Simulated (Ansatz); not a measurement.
TiO2: band gap and smallest direct gap on path against volume per atom

Results calculated with Ansatz 0.2.0, not measured. Periodic Kohn-Sham DFT of a crystal at fixed atoms; Kohn-Sham levels at symmetry points; band -1 is the highest filled and +1 the lowest empty one at that point, spin up along a +z start moment.

Cell of the first row (space group I4_1/amd, No. 141):
```
TiO2
1.0
     -1.8539     1.8539     4.6599
      1.8539    -1.8539     4.6599
      1.8539     1.8539    -4.6599
Ti O
2 4
Direct
  0.00000 0.00000 0.00000
  0.75000 0.25000 0.50000
  0.20660 0.20660 0.00000
  0.95660 0.45660 0.50000
  0.54340 0.04340 0.50000
  0.79340 0.79340 0.00000
```

Settings of every row: method all-electron LAPW; functional LDA; relativity scalar; k mesh 13x13x13; filling fermi-dirac; smearing width 0.08 eV; basis error target 1 meV/atom; nucleus gaussian.

Atom start moment: 0 on all atoms.

Limits: run without spin polarisation, so a magnetic state may lie lower; semilocal functionals tend to give too small a gap.

| row | volume per atom (Å³) | band gap (eV) | smallest direct gap on path (eV) |
| --- | --- | --- | --- |
| 1 | 10.677 | 2.193 | 2.487 |
| 2 | 10.904 | 2.151 | 2.449 |
| 3 | 11.131 | 2.109 | 2.409 |
| 4 | 11.245 | 2.089 | 2.388 |
| 5 | 11.358 | 2.059 | 2.365 |
| 6 | 11.472 | 2.047 | 2.346 |
| 7 | 11.585 | 2.026 | 2.325 |
| 8 | 11.813 | ? | ? |
| 9 | 12.04 | 1.944 | 2.238 |

Question: what band gap and smallest direct gap on path should row 8 give?

Worked fit of band gap. Take t = volume per atom − 11, in Å³. The shown rows have t = -0.323, -0.096, 0.131, 0.245, 0.358, 0.472, 0.585, 1.04. Their means are 0.3015 and 2.0773 eV; the sums about the means are S_tt = 1.238 and S_ty = -0.2268, whose ratio is the slope. Least squares give band gap = 2.1325 − 0.18316 × t eV. The rows lie off it by 0.001, 0.001, 0.000, 0.001, -0.008, 0.001, 0.001, 0.002 (root mean square 0.003 eV). The withheld row has t = 0.813, so the fit gives 2.1325 − 0.18316 × (0.813) = 1.984 eV.

The calculation gave 1.985 eV. The fit lies 0.001 eV (0.4 % of the column's range) below it, one unit of the last digit.

Worked fit of smallest direct gap on path. Take t = volume per atom − 11, in Å³. The shown rows have t = -0.323, -0.096, 0.131, 0.245, 0.358, 0.472, 0.585, 1.04. Their means are 0.3015 and 2.3759 eV; the sums about the means are S_tt = 1.238 and S_ty = -0.2267, whose ratio is the slope. Least squares give smallest direct gap on path = 2.4311 − 0.18312 × t eV. The rows lie off it by -0.003, 0.000, 0.002, 0.002, -0.001, 0.001, 0.001, -0.003. The withheld row has t = 0.813, so the fit gives 2.4311 − 0.18312 × (0.813) = 2.282 eV.

The calculation gave 2.282 eV. The fit meets it to the printed digit.
